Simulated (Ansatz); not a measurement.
## ScGe: the change of energy above lowest point with volume scale

All results are calculated (Ansatz 0.2.0). Free energy against uniform scaling of the volume at fixed shape and fractions; periodic cell, basis, potentials, k mesh and filling as listed.

The cell before it is scaled or strained (space group Cmcm, No. 63):
```
ScGe
1.0
      2.0048    -5.0508     0.0000
      2.0048     5.0508     0.0000
      0.0000     0.0000     3.7750
Sc Ge
2 2
Direct
  0.86301 0.13699 0.75000
  0.13699 0.86301 0.25000
  0.58951 0.41049 0.75000
  0.41049 0.58951 0.25000
```

Settings of every row: functional PBEsol; dispersion none; potentials PAW; wave cutoff 420 eV; density cutoff 1680 eV; k mesh 6x6x6; k shift 0x0x0; occupations fermi dirac; smearing width 0.15 eV; spin none.

Limits: coarse k mesh, up to 40 meV an atom off; the cell comes from a prototype or a list of computed structures and needn't be the stable phase.

```
row  volume scale  V (Å³/atom)  energy above lowest point (meV/atom)
  1          0.88       16.819                                     ?
  2          0.92       17.584                                  17.5
  3          0.96       18.348                                     0
  4             1       19.113                                   3.2
  5          1.04       19.877                                    23
  6          1.08       20.642                                  56.2
  7          1.12       21.406                                 100.2
```

Question: what energy above lowest point should row 1 give?

Worked fit of energy above lowest point. Take u = (V_r/V)^(2/3) − 1 with V_r = 19.495 Å³ an atom, which is twice the finite (Eulerian) strain; such expansions in the strain, on which the Birch-Murnaghan equation of state is built, carry the rest volume and the bulk modulus. The shown rows have u = 0.0712, 0.04125, 0.01328, -0.01285, -0.0374, -0.06044. Least squares give energy above lowest point = 11.23 − 762.79 × u + 11831.7 × u² + 1648 × u³ meV/atom; a parabola predicts inner rows, each left out in turn, worse (root mean square 0.16 against 0.036 meV/atom). All shown rows lie on it to the printed digit. Its lowest point lies at u = 0.0320, or V = 18.59 Å³ an atom, and the curvature there gives the bulk modulus at fixed shape and fractions, B = (4/9)(1 + u)² E″(u)/V = 97.8 GPa. Letting shape and atoms relax would as a rule lower it, by much in layered, chain or molecular crystals. The withheld row has u = 0.10344, so the fit gives 11.23 − 762.79 × (0.10344) + 11831.7 × (0.10344)² + 1648 × (0.10344)³ = 60.7 meV/atom.

The calculation gave 60.7 meV/atom. The fit meets it to the printed digit. This row lies beyond the range of the fit.
